Q: Suppose I hold a CO molecule upright over a flat ruthenium surface, oxygen end down, and slide it sideways without changing its height. Where is it pushed away hardest? I would guess right above a metal atom, where the oxygen comes closest to one.

A: The calculation says the opposite. Here is the map, from density-functional theory with a dispersion correction, with the oxygen 3 Å above the top metal plane.

Ansatz 0.2.0, PBE-D3(BJ) with plane waves (PAW, cutoff 420 eV), a 6×6×1 k mesh, Gaussian smearing of 0.1 eV, no spin polarization and a dipole correction along z. A rigid CO molecule, oxygen end down, is held 3 Å above the top plane of a rigid four-layer Ru(0001) slab in a 2×2 surface cell. A positive normal force pushes the molecule away from the slab.

| place u (fractional) | place v (fractional) | energy over the lowest point of the map (eV) | normal force (eV/Å) |
| --- | --- | --- | --- |
| 0.0000 | 0.0000 | 0.000 | 0.077 |
| 0.0000 | 0.1667 | 0.008 | 0.104 |
| 0.0000 | 0.3333 | 0.025 | 0.157 |
| 0.0000 | 0.5000 | 0.033 | 0.184 |
| 0.1667 | 0.3333 | 0.021 | 0.144 |
| 0.1667 | 0.6667 | 0.033 | 0.184 |
| 0.3333 | 0.1667 | 0.020 | 0.143 |
| 0.3333 | 0.6667 | 0.037 | 0.197 |
| 0.5000 | 0.3333 | 0.032 | 0.183 |
| 0.6667 | 0.3333 | 0.036 | 0.195 |

The columns place u and place v give the sideways position as fractions of the two surface lattice vectors, counted from the spot above a ruthenium atom. The place (0, 0) is therefore atop, (0, 0.5) is the bridge between two atoms, and (0.3333, 0.6667) and (0.6667, 0.3333) are the two kinds of hollow. The normal force pushes outward at every place, but only with 0.077 eV/Å atop, against 0.197 eV/Å in the first hollow. The energy is lowest atop as well.

Q: So the probe is pushed least where it is nearest to an atom?

A: Yes. From atop to the hollow the distance to the nearest ruthenium atom grows from 3.00 to 3.38 Å, and the energy grows with it, by 0.037 eV. Hard spheres rolled over each other would show the reverse. The outward force means only that the molecule would lower its energy by rising. It doesn't tell whether CO is bound at this height or not.

Q: Then distance to the nearest atom could still be the right variable, with the sign turned round. But two places bother me. At (0.1667, 0.6667) and (0.5, 0.3333) the oxygen is closer to an atom than it is at the bridge, yet the energy is practically the same.

A: Those two places show that nearest distance isn't the natural variable. The molecule feels a whole periodic surface, and the energy along such a surface can be written as a sum of waves that repeat with the lattice. Only the longest waves matter at this height.

Q: Why only the longest?

A: A simpler system shows it: a flat grid of fixed charges. In the empty space above the grid the potential must obey Laplace's equation, so a wave that oscillates sideways as $\cos Gx$ has to fade upward as $e^{-Gz}$, where $G$ is $2\pi$ divided by the wavelength. Fine detail dies first and the coarse pattern survives. A metal is not such a grid, since its electrons spill out to where the probe sits, but the waves in that electron tail obey a similar rule. Rough estimates for the potential and for the tail say that each ångström of height weakens the next shorter waves five to seven times more than the longest ones.

Q: What does that leave for this surface?

A: It leaves three waves, running in three directions 60° apart. The threefold symmetry of the surface gives them equal weight. The top metal layer on its own has sixfold symmetry, so if we neglect the deeper layers, each wave must have a crest or a trough right above every atom. If we count the energy $E$ from the atop place, we get

$$E = A\,t,\qquad t = 3-\cos 2\pi u-\cos 2\pi v-\cos 2\pi(u-v),$$

where $u$ and $v$ are the two place coordinates and $A$ is the strength of the pattern at this height. The sum $t$ is 0 atop, 4 at the bridge and 4.5 in both hollows. The shape is thus fixed by symmetry, and only $A$ has to be taken from the calculation.

Q: Try it on one of my odd places.

A: Take (0.5, 0.3333). The three cosines are $-1$, $-0.5$ and $+0.5$, so the last two cancel and $t = 3+1 = 4$, exactly as at the bridge. A fit to all ten places, this one included, gives $A = 0.0082$ eV, and $4\times 0.0082$ eV is 0.033 eV. The map has 0.032 eV.

The cancellation has a simple picture. Both odd places lie on lines that run midway between neighbouring rows of atoms, and so do the bridges. Along such a line one wave keeps its value while the other two cancel, so in this model the energy stays level even though the distance to the nearest atom changes.

Q: One constant for ten places. How well does it do?

A: Every energy comes out within 1 meV, as the printed analysis below shows. What the model can't do is tell the two hollows apart, which differ only in the deeper metal layers. In the map they differ by under 1 meV, but not at random. The hollow at (0.3333, 0.6667) has a second-layer atom beneath it and lies higher. The table holds three pairs of places that the model treats alike, and in each the member nearer that hollow is the higher one: by 0.26, 0.47 and 0.69 meV in the unrounded energies, with the forces leaning the same way. Steps close to 1 : 2 : 3 are what a small sine term in the same three waves is expected to give, and the deeper layers allow such a term because they break the sixfold symmetry. Its size is too small to trust on so thin a slab. The good fit supports the argument that the longest waves dominate, but it says nothing about what makes $A$ positive.

Q: Does the force follow the same pattern?

A: It should, because the normal force is minus the slope of the energy with height. If the energy is a part common to all places plus $A(z)\,t$, then the force is a common part plus $-A'(z)\,t$, where $A'$ is the slope of $A$ with height $z$. A straight line in $t$ does reproduce all ten forces, to within 0.002 eV/Å.

The two fits together tell how fast the pattern fades as the molecule is raised. The force changes by 0.0265 eV/Å per unit of $t$ and the energy by 0.00816 eV, and their ratio is a fading rate of 3.2 per ångström. If the fading is exponential over a short distance, lifting the probe by 0.1 Å removes 28 % of the energy contrast. A map taken at one height therefore contains some knowledge of the heights next to it.

Q: That explains the shape. Why is the sign upside down?

A: Here the map stops and theory has to argue. Filled electron shells repel when they overlap, because the Pauli principle forces their electrons into states of higher energy. That part is usually expected to be strongest atop, where the overlap with a single atom is largest. This isn't certain, because in a hollow three atoms share the overlap, and the electron tail of a metal is smoother than the layer of atoms below it. If the expectation holds at this height, something else must lower the energy there by more than this repulsion raises it, and there are two good candidates.

The first is orbital mixing. Ruthenium has a partly empty 4d shell, and the filled orbitals at the oxygen end can lower their energy by mixing with its empty states. A 4d orbital that points straight up meets the oxygen best from directly below, so this gain should be largest atop. It is expected to be modest, because the orbitals at the oxygen end lie deep and the highest filled orbital of CO sits mostly on carbon. Filled 4d states can also mix with the empty π* orbitals of the molecule.

The second is electrostatic. The electrons of a metal surface smooth themselves out sideways, flowing from above the atoms into the hollows between them. This leaves the space above each atom slightly more positive, which should suit the lone pair of electrons that points down from the oxygen.

Q: Which of the two is it?

A: I can't tell from this map. Both would be centred on the atoms, and both would leave the same three waves at this height. The fading rate might look like a fingerprint, since rough theory gives 2.7 per ångström for an electrostatic pattern and about 3.5 for one carried by the electron tail. But the calculated pattern may be what remains after a repulsion and an attraction have partly cancelled, and such a remainder can fade faster or slower than either of its parts.

Q: How far should I trust a contrast of 0.037 eV?

A: Trust the order, with atop below bridge and hollow, more than the size of the contrast. The metal slab is only four layers thick and the k mesh is modest, which can shift energies by 0.05 to 0.1 eV against a thick slab. Much of that shift should cancel between places on the same slab, though not necessarily all of it. PBE also places the empty orbitals of CO too low, an error known to upset the preferred site on some metals when CO binds by its carbon; its effect on this oxygen-down probe is untested, so another functional might change the contrast. Nor is the contrast a barrier for CO wandering over the surface. Neither the molecule nor the metal was allowed to relax, and a free CO molecule binds to ruthenium by its carbon end.

Q: If I imaged this surface with a CO-ended tip, what would I see?

A: If your tip behaved like this rigid molecule at this height, a map of the force would show the atoms as spots of weakest repulsion and the hollows as the strongest. Reading the bright, repulsive spots as atoms would put atoms where the hollows are. A real CO tip can bend and is attached to metal at its carbon end, so the contrast you measure may differ in size and sharpness.

Q: And how could one find out what turns the contrast over?

A: By repeating the map at several greater heights, with much tighter numerical settings, since at the fading rate found here only about 1.4 meV of the contrast would be left at 4 Å. Far enough out, the part that fades most slowly must win, and by the estimates above that is the electrostatic one. If atop stayed lowest and the fading rate settled near 2.7 per ångström, the smoothed-out charge would be the likely cause at those heights. Whether it also rules at 3 Å, where the orbitals still touch, is the question this map leaves open.

Output of the analysis:

```
fit of result_energy on 10 rows: coefficient of t 0.008162 +/- 4.6e-05; rms 0.000457, worst 0.6667 0.000731, leave-one-out rms 0.000524
fit of result_normal_force on 10 rows: constant 0.0773 +/- 0.00054, coefficient of t 0.0265 +/- 0.00016; rms 0.000659, worst 0.6667 0.00155, leave-one-out rms 0.000824
Places:
     row  nearest O-Ru (angstrom)  wave sum t  energy (eV)  model energy (eV)  force (eV/angstrom)  model force (eV/angstrom)
     0.0                        3           0            0                  0                0.077                     0.0773
     0.0                    3.034           1        0.008           0.008165                0.104                     0.1038
     0.0                    3.132           3        0.025            0.02448                0.157                     0.1568
     0.0                    3.289           4        0.033            0.03265                0.184                     0.1833
  0.1667                    3.099         2.5        0.021             0.0204                0.144                     0.1435
  0.1667                    3.227           4        0.033            0.03265                0.184                     0.1833
  0.3333                    3.099         2.5         0.02             0.0204                0.143                     0.1435
  0.3333                     3.38         4.5        0.037            0.03673                0.197                     0.1966
     0.5                    3.227           4        0.032            0.03265                0.183                     0.1833
  0.6667                     3.38         4.5        0.036            0.03673                0.195                     0.1966
Largest less smallest normal force (eV/angstrom): 0.12
Largest over smallest normal force (ratio): 2.558
Local fading rate of the corrugation with height (1/angstrom): 3.247
Shrinkage of the corrugation for a lift of 0.1 angstrom, if exponential (percent): 27.72
Estimated fading rate of electrostatic potential, longest waves (1/angstrom): 2.69
Estimated fading rate of electrostatic potential, next shorter waves (1/angstrom): 4.658
Estimated slowest fading rate of electron density, longest waves (1/angstrom): 3.533
Estimated slowest fading rate of electron density, next shorter waves (1/angstrom): 5.191
Undamped r^-6 pair sum, atop over hollow (percent more): 5.114
Damped r^-6 pair sum, atop over hollow (percent more): -0.3225
Rough gain of atop over hollow from the undamped pair sum (meV, order of magnitude): 4.643
```
